**Three p functions on one oxygen: does deeper mean tighter?**

In a free atom, a more strongly bound shell is usually a more compact one. Carried over to rutile-type SiO₂, this suggests that the deepest of the oxygen p functions should also be the smallest. The calculation gives the opposite order. The sizes to remember are about 3 eV between the highest and the deepest function on the same oxygen, and a difference in spread of less than 20 %.

Maximally localised Wannier functions of rutile-type SiO₂ from O 2p trial orbitals, computed with Ansatz 0.2.0 (PBE, PAW, plane-wave cutoff 420 eV, k mesh 6×6×8, Wannier mesh 4×4×6) in a cell relaxed with r2SCAN. On-site energies are relative to the valence-band top, and x, y and z are the cartesian coordinates of the function centres.

| row | function spread (angstrom^2) | function on site (eV) | function x (Å) | function y (Å) | function z (Å) |
| --- | --- | --- | --- | --- | --- |
| 1 | 0.849 | -5.491 | 1.353 | 1.353 | 0.000 |
| 2 | 0.754 | -2.884 | 1.298 | 1.298 | 0.000 |
| 3 | 0.895 | -6.156 | 1.224 | 1.224 | 0.000 |
| 4 | 0.849 | -5.491 | 0.740 | 3.445 | 1.334 |
| 5 | 0.754 | -2.884 | 0.795 | 3.391 | 1.334 |
| 6 | 0.895 | -6.156 | 0.868 | 3.317 | 1.334 |
| 7 | 0.849 | -5.491 | 2.833 | 2.833 | 0.000 |
| 8 | 0.754 | -2.884 | 2.887 | 2.887 | 0.000 |
| 9 | 0.895 | -6.156 | 2.961 | 2.961 | 0.000 |
| 10 | 0.849 | -5.491 | 3.445 | 0.740 | 1.334 |
| 11 | 0.754 | -2.884 | 3.391 | 0.795 | 1.334 |
| 12 | 0.895 | -6.156 | 3.317 | 0.868 | 1.334 |

The function spread is the mean square extent of a function about its own centre, and x, y and z give that centre. The on-site energy is the mean energy of an electron in the function, counted from the top of the valence bands. The four oxygens are equivalent by symmetry, so the twelve rows repeat three independent functions, and rows 1 to 3 tell the whole story. Their centres lie within about 0.1 Å of the nucleus, whereas the middle of a bond is almost 0.9 Å away. These are functions centred on an oxygen atom, with shapes that its neighbours modify.

**Which way the functions point**

Each oxygen has three silicon neighbours in one plane: a pair at 1.76 Å and a single one at 1.81 Å on the other side. The mirror planes of this site single out three directions for p functions. The centres and spreads fit the following assignment, which is inferred from symmetry. Row 2 stands perpendicular to the plane and points at no silicon, row 1 lies along the c axis, and row 3 lies in the plane along [110], straight at the single silicon.

**First explanation: the tight function is the deep one**

Row 2 is the most compact function and also the highest in energy. Row 1 lies 2.6 eV deeper and its spread is 13 % larger, and row 3 lies 3.3 eV deeper with a spread 19 % larger. The atomic rule therefore fails at each step. It compares shells that differ in their distance from the nucleus, while these three functions come from the same shell and differ in what their lobes meet.

**Second explanation: mixing with silicon**

A p function that points at a silicon atom overlaps with the empty silicon orbitals, which lie higher in energy. Mixing pushes the lower partner down by V²/Δ, where V is the coupling and Δ the energy distance between the two. For head-on overlap along a bond at angle θ to the p axis, V is proportional to cos θ; the weaker sideways overlap is left out here. The lowering is then proportional to the sum of cos² θ over the three bonds.

Two limits make this rule easy to use. A function perpendicular to all the bonds has a sum of zero and stays where it is. With three equal bonds at 120°, the two in-plane functions would each have a sum of 1.5 and lie at the same depth. In this crystal the bonds to the silicon pair enclose an angle just under 100°, which takes weight from the c direction and gives it to [110]. The sums become 1.15 for row 1 and 1.85 for row 3, so the rule puts the three functions in the computed order.

The size of the effect is a harder test. Rows 1 and 2 set the one constant of the model, and row 3 is then predicted. Since V falls roughly as the inverse square of the bond length, the longer bond counts with the fourth power of the length ratio:

- lowering per unit of the sum: 2.607 eV / 1.149 = 2.27 eV
- weighted sum for row 3: 0.851 + (1.761/1.81)⁴ = 1.75
- predicted level: −2.884 eV − 2.27 eV × 1.75 ≈ −6.85 eV

The calculation gives −6.16 eV, so the prediction is 0.7 eV too deep. Measured from row 2, the lowering comes out about a fifth too large. The finer step from row 1 to row 3 fares worse, as the model makes it twice as large as it is. Counting bonds by direction thus gives the order and the rough scale, but it is too coarse for differences of a few tenths of an eV.

**Third explanation: the pull of the silicon ions**

The pull of the nearest silicon ions would give the same order even if nothing mixed at all. A positive ion lowers a p function most when a lobe points at it, and for the nearest neighbours this effect also varies as cos² θ. Only the weight of a bond changes, from the fourth to the third inverse power of its length. The prediction for row 3 moves by less than 0.1 eV, far less than the miss of either version. The on-site energies therefore can't tell mixing from electrostatic pull; the printed analysis below shows both predictions.

The spreads offer a better handle. In the limit of a rigid p function, the field of the ions shifts the energy and leaves the size unchanged. Mixing adds tails on the silicon atoms, and a tail more than an ångström from the centre raises the mean square extent even if it carries little charge. The functions with larger sums are indeed the wider ones. This is what mixing would produce, but it is no proof. A real ion field can also stretch a function, and each function must be orthogonal to those on neighbouring oxygens, which adds tails there too. The shares of mixing and ionic pull therefore stay open.

**Why row 3 is less deep than predicted**

Part of the miss may come from the mixing formula itself. V²/Δ holds only while V is small beside Δ. For stronger coupling the lowering grows more slowly than the sum of cos² θ, and row 3 has the largest sum. Symmetry also lets row 3, alone among the three, mix with the lower-lying 2s shell of its own oxygen, which would push it up.

A third candidate is less clear. Along [110], on the side away from the single silicon, another oxygen sits only 2.3 Å away, and repulsion between the filled shells would raise row 3. But row 1 points at oxygens too, one on either side at 2.67 Å, and would also rise. The sizes of all these effects are untested here.

**What this means for a model of the material**

A simplified model of the valence bands that gives all three oxygen p functions one common energy ignores differences of up to 3.3 eV. The bands rebuilt from the full set of on-site energies and hoppings agree with the directly computed ones to about 0.01 eV. That agreement doesn't single out these on-site energies, since another choice of functions for the same bands would divide the energy differently between on-site terms and hoppings. The values also depend on the density functional. PBE underestimates band gaps, and a Δ that is too small would exaggerate mixing, but how the on-site differences change with another functional is untested here. The firmest result is the high place of row 2, whose lobes meet no silicon. The step between rows 1 and 3 is no larger than the miss of the model, so bond directions alone don't secure their order.

The analysis program printed:

```
Si-O distance to the Si pair, angstrom: 1.761
Si-O distance to the single Si, angstrom: 1.81
nearest O-O distance, along [110], angstrom: 2.298
centre shift of row 1 from O towards the Si pair, angstrom: 0.1032
centre shift of row 2 from O towards the Si pair, angstrom: 0.02546
centre shift of row 3 from O towards the single Si, angstrom: 0.0792
row 1 below row 2, eV: 2.607
row 3 below row 2, eV: 3.272
row 3 below row 1, eV: 0.665
spread of row 1 above row 2, percent: 12.6
spread of row 3 above row 2, percent: 18.7
sum of squared cosines for p along c (row 1): 1.149
sum of squared cosines for p along [110] (row 3): 1.851
row 3 predicted with equal bonds, eV: -7.087
row 3 predicted with mixing factor d^-4, eV: -6.85
row 3 predicted with point-charge factor d^-3, eV: -6.907
mixing prediction less computed value for row 3, eV: -0.6939
point-charge prediction less computed value for row 3, eV: -0.7507
```
